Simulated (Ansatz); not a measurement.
## A van 't Hoff estimate for C2H5FO + SnH2F ⇌ C2H5O + SnH2F2

Species: C2H5FO (methoxymethyl fluoride) `COCF`, singlet; SnH2F `[F][SnH2]`, doublet; C2H5O (methoxymethyl) `[CH2]OC`, doublet; SnH2F2 `[F][SnH2][F]`, singlet. A radical takes F: the energy is the difference in strength between the C–F bond broken and the Sn–F bond made.

The electronic reaction energy at CCSD(T)/def2-TZVPP is -3.4 kJ/mol. Shapes: PBE0-D4/def2-TZVP. Flexible molecules stand in one conformer, not always the lowest. Programs: Ansatz 0.2.0. Enthalpy and entropy come from rigid-rotor, harmonic-oscillator sums on unscaled PBE0-D4/def2-TZVP wavenumbers, ideal gases at 1 bar; R ln 2 is added for the mirror twin of the chiral shape of C2H5FO, C2H5O. Symmetry numbers: C2H5FO 1, SnH2F 1, C2H5O 1, SnH2F2 2. R = 8.3145 J/(mol K).

| T (K) | ΔH (kJ/mol) | ΔS (J/(mol K)) |
| --- | --- | --- |
| 300 | -11.3 | +3.2 |
| 500 | ? | ? |
| 700 | -7.2 | +12.4 |

Q: Work out ln K at 300 and 700 K, and from these estimate it at 500 K.

A: 
1. 300 K: ΔG = -11.3 − 300 × (+3.2)/1000 = -12.3 kJ/mol; ln K = −ΔG/RT = +4.93.
2. 700 K: ΔG = -7.2 − 700 × (+12.4)/1000 = -15.9 kJ/mol; ln K = −ΔG/RT = +2.73.
3. Slope against 1000/T: (+2.73 − (+4.93))/(1.4286 − 3.3333) = +1.15, that is −ΔH/R with ΔH near -10 kJ/mol.
4. 500 K: ln K = +4.93 + (+1.15) × (2.0000 − 3.3333) = +3.40.

The full sums give ΔH = -8.9 kJ/mol, ΔS = +9.6 J/(mol K), ΔG = -13.7 kJ/mol and ln K = +3.30 at 500 K, so the line is off by +0.10 in ln K; without rounding the miss is +0.11, from the change of ΔH with temperature. The products are favoured over this whole range. An error of 10 kJ/mol in the energy moves ln K by 2.4 at 500 K. Soft modes are treated as harmonic, which can err either way at these temperatures; the lowest are those of C2H5FO (138 cm⁻¹), C2H5O (165 cm⁻¹), SnH2F2 (178 cm⁻¹). Other conformers aren't counted. Open shells run unrestricted. For atoms past krypton def2 sets carry core potentials with scalar relativity. Outer-core shells of Sn are correlated, in sets that cover them unevenly.

Fluorine transfer to tin is nearly thermoneutral electronically, so the C–F and Sn–F bonds are close in strength. The polar Sn–F bond is matched by a C–F bond that probably gains from oxygen lone-pair donation into its σ* orbital, though the same oxygen also stabilises the radical left behind.

Much of the exothermicity at 300 K is therefore vibrational. Losing the stiff C–F stretch and CH2F bending motions, while gaining softer Sn–F modes, probably lowers the zero-point energy. As these softer modes become thermally excited, the products gain heat content and entropy faster than the reactants. With equal numbers of nonlinear molecules on each side, ΔH then climbs from -11.3 to -7.2 kJ/mol, towards the electronic value of -3.4 kJ/mol.

This also explains why ΔG becomes more negative on heating while ln K falls: the temperature dependence of K follows the sign of ΔH, not that of ΔS. The preference for products is thermodynamic only and says nothing about the barrier to fluorine transfer.
